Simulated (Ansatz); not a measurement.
## A series in volume scale on PbSe

All results are calculated (Ansatz 0.2.0). Free energy against uniform scaling of the volume at fixed shape and fractions; periodic cell, basis, potentials, k mesh and filling as listed.

The cell before it is scaled or strained (space group Fm-3m, No. 225):
```
cell vectors (Å)
   0.0000     3.0606     3.0606
   3.0606     0.0000     3.0606
   3.0606     3.0606     0.0000
atoms (fractions of the cell vectors)
Pb  0.00000  0.00000  0.00000
Se  0.50000  0.50000  0.50000
```

Settings of every row: functional PBE; dispersion none; potentials all-electron LAPW; k mesh 6x6x6; k shift 0x0x0; occupations methfessel paxton; smearing width 0.02 eV; spin none; SCF threshold exponent -9.

Limits: coarse k mesh, up to 40 meV an atom off; no spin-orbit coupling, which can matter with elements this heavy.

```
row  volume scale  V (Å³/atom)  energy above lowest point (meV/atom)
  1          0.94       26.949                                  55.6
  2          0.96       27.523                                  35.3
  3          0.98       28.096                                  20.1
  4             1       28.669                                   9.5
  5          1.02       29.243                                     ?
  6          1.04       29.816                                     0
  7          1.06        30.39                                   0.4
```

Question: what energy above lowest point should row 5 give?

Worked fit of energy above lowest point. Take u = (V_r/V)^(2/3) − 1 with V_r = 28.383 Å³ an atom, which is twice the finite (Eulerian) strain; such expansions in the strain, on which the Birch-Murnaghan equation of state is built, carry the rest volume and the bulk modulus. The shown rows have u = 0.03517, 0.02072, 0.0068, -0.00666, -0.0323, -0.04453. Least squares give energy above lowest point = 14.25 + 788.6 × u + 10880 × u² + 3542 × u³ meV/atom; a parabola predicts inner rows, each left out in turn, worse (root mean square 0.075 against 0.031 meV/atom). All shown rows lie on it to the printed digit. Its lowest point lies at u = -0.0369, or V = 30.03 Å³ an atom, and the curvature there gives the bulk modulus at fixed shape and fractions, B = (4/9)(1 + u)² E″(u)/V = 46.1 GPa. The withheld row has u = -0.0197, so the fit gives 14.25 + 788.6 × (-0.0197) + 10880 × (-0.0197)² + 3542 × (-0.0197)³ = 2.9 meV/atom.

The calculation gave 2.9 meV/atom. The fit meets it to the printed digit.
